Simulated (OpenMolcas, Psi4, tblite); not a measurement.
## A ladder of methods for C2H6Al (SMILES [CH3][Al][CH3])

The species is C2H6Al (9 atoms), meant as a doublet with charge 0. As SMILES, `[CH3][Al][CH3]`. The coordinates come from a PBE0-D4/def2-TZVP relaxation.

Each level gives the vertical energy of the quartet above the doublet (eV). The values are calculated.

| level | kind | program | value (eV) |
| --- | --- | --- | --- |
| IPEA1-xTB | semi-empirical | tblite | 5.55 |
| UHF/def2-SVPD | Hartree–Fock | OpenMolcas | 4.53 |
| USVWN5/def2-SVPD | LDA | OpenMolcas | 4.65 |
| UBLYP/def2-SVPD | GGA | OpenMolcas | 4.61 |
| UPBE/def2-SVPD | GGA | OpenMolcas | 4.49 |
| U-r2SCAN/def2-SVPD | meta-GGA | OpenMolcas | 4.48 |
| UBHLYP/def2-SVPD | global hybrid | OpenMolcas | 4.90 |
| UMP2/def2-SVPD | perturbation theory | Psi4 | 4.96 |

The values span 4.48 to 5.55 eV.

Every level places the quartet well above the doublet, as expected for a dimethylaluminium radical with two Al–C σ bonds and one unpaired electron in an aluminium orbital of mixed 3s and 3p character. Reaching the quartet means uncoupling a bonding pair, most likely by promoting an electron from an Al–C σ orbital, largely on carbon, into an empty orbital with much Al 3p character. The cost is therefore essentially that of weakening a σ bond, not of rearranging spins among near-degenerate orbitals.

The rise from 4.53 eV in Hartree–Fock to 4.96 eV in MP2 fits this picture, since the doublet has one more electron pair and gains more from opposite-spin correlation. Exact exchange alone doesn't order the values: UBHLYP lies above UBLYP, yet Hartree–Fock lies below both. IPEA1-xTB stands apart at 5.55 eV, probably reflecting its parametrisation. The vertical gap doesn't show whether the quartet has a bound minimum or would relax by losing a methyl radical.
